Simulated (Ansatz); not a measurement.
A series in volume scale on Ca3Y

All results are calculated (Ansatz 0.2.0). Free energy against uniform scaling of the volume at fixed shape and fractions; periodic cell, basis, potentials, k mesh and filling as listed.

The cell before it is scaled or strained (space group Pm-3m, No. 221):
```
Ca3Y
1.0
      5.4308     0.0000     0.0000
      0.0000     5.4308     0.0000
      0.0000     0.0000     5.4308
Ca Y
3 1
Direct
  0.00000 0.50000 0.50000
  0.50000 0.00000 0.50000
  0.50000 0.50000 0.00000
  0.00000 0.00000 0.00000
```

Settings of every row: functional LDA; dispersion none; potentials PAW; wave cutoff 571.44 eV; density cutoff 2285.8 eV; k mesh 5x5x5; k shift 0x0x0; occupations cold; smearing width 0.1 eV; spin none.

Limits: coarse k mesh, up to 40 meV an atom off; minimum outside the range; the cell comes from a prototype or a list of computed structures and needn't be the stable phase.

```csv
row,volume scale,V (Å³/atom),pressure (GPa),energy above lowest point (meV/atom)
1,0.9406,37.665,?,?
2,0.9703,38.854,-1.87,11.9
3,1,40.043,-2.36,27.6
4,1.0297,41.233,-2.81,46.8
5,1.0594,42.422,-3.2,69.1
```

Question: what pressure should row 1 give?

Worked fit of pressure. Take u = (V_r/V)^(2/3) − 1 with V_r = 40.638 Å³ an atom, which is twice the finite (Eulerian) strain; such expansions in the strain, on which the Birch-Murnaghan equation of state is built, carry the rest volume and the bulk modulus. The shown rows have u = 0.03038, 0.00988, -0.00964, -0.02824. Least squares give pressure = −2.591 + 22.65 × u + 37 × u² GPa; a straight line predicts inner rows, each left out in turn, worse (root mean square 0.021 against 0.0085 GPa). All shown rows lie on it to the printed digit. The withheld row has u = 0.05195, so the fit gives −2.591 + 22.65 × (0.05195) + 37 × (0.05195)² = -1.31 GPa.

The calculation gave -1.32 GPa. The fit lies 0.01 GPa (0.53 % of the column's range) above it, one unit of the last digit. This row lies beyond the range of the fit.

The other values of row 1: energy above lowest point 0 meV/atom.
